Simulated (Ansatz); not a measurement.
# A series in volume scale on Ga

All results are calculated (Ansatz 0.2.0). Free energy against uniform scaling of the volume at fixed shape and fractions; periodic cell, basis, potentials, k mesh and filling as listed.

The cell before it is scaled or strained (space group Cmcm, No. 63):
```
CELL_PARAMETERS angstrom
1.45000 -4.06500 0.00000
1.45000 4.06500 0.00000
0.00000 0.00000 3.17000
ATOMIC_POSITIONS crystal
Ga 0.86700 0.13300 0.25000
Ga 0.13300 0.86700 0.75000
```

Settings of every row: functional LDA; dispersion none; potentials PAW; wave cutoff 517.02 eV; density cutoff 2068.1 eV; k mesh 11x11x9; k shift 0x0x0; occupations fermi dirac; smearing width 0.1 eV; spin none.

Limits: coarse k mesh, up to 40 meV an atom off.

| row | volume scale | V (Å³/atom) | energy above lowest point (meV/atom) |
| --- | --- | --- | --- |
| 1 | 0.92 | 17.19 | 0 |
| 2 | 0.9467 | 17.689 | 0.8 |
| 3 | 0.9733 | 18.186 | 6.6 |
| 4 | 1 | 18.685 | ? |
| 5 | 1.0267 | 19.184 | 30.5 |
| 6 | 1.0533 | 19.681 | 47.3 |
| 7 | 1.08 | 20.18 | 66.6 |

Question: what energy above lowest point should row 4 give?

Worked fit of energy above lowest point. Take u = (V_r/V)^(2/3) − 1 with V_r = 18.685 Å³ an atom, which is twice the finite (Eulerian) strain; such expansions in the strain, on which the Birch-Murnaghan equation of state is built, carry the rest volume and the bulk modulus. The shown rows have u = 0.05717, 0.03719, 0.01821, -0.01742, -0.03403, -0.05002. Least squares give energy above lowest point = 16.76 − 677.4 × u + 6543 × u² + 3157 × u³ meV/atom; a parabola predicts inner rows, each left out in turn, worse (root mean square 0.17 against 0.054 meV/atom). All shown rows lie on it to the printed digit. Its lowest point lies at u = 0.0500, or V = 17.37 Å³ an atom, and the curvature there gives the bulk modulus at fixed shape and fractions, B = (4/9)(1 + u)² E″(u)/V = 63.4 GPa. Letting shape and atoms relax would as a rule lower it, by much in layered, chain or molecular crystals. The withheld row has u = 0, so the fit gives 16.76 − 677.4 × (0) + 6543 × (0)² + 3157 × (0)³ = 16.8 meV/atom.

The calculation gave 16.7 meV/atom. The fit lies 0.1 meV/atom (0.15 % of the column's range) above it, one unit of the last digit.
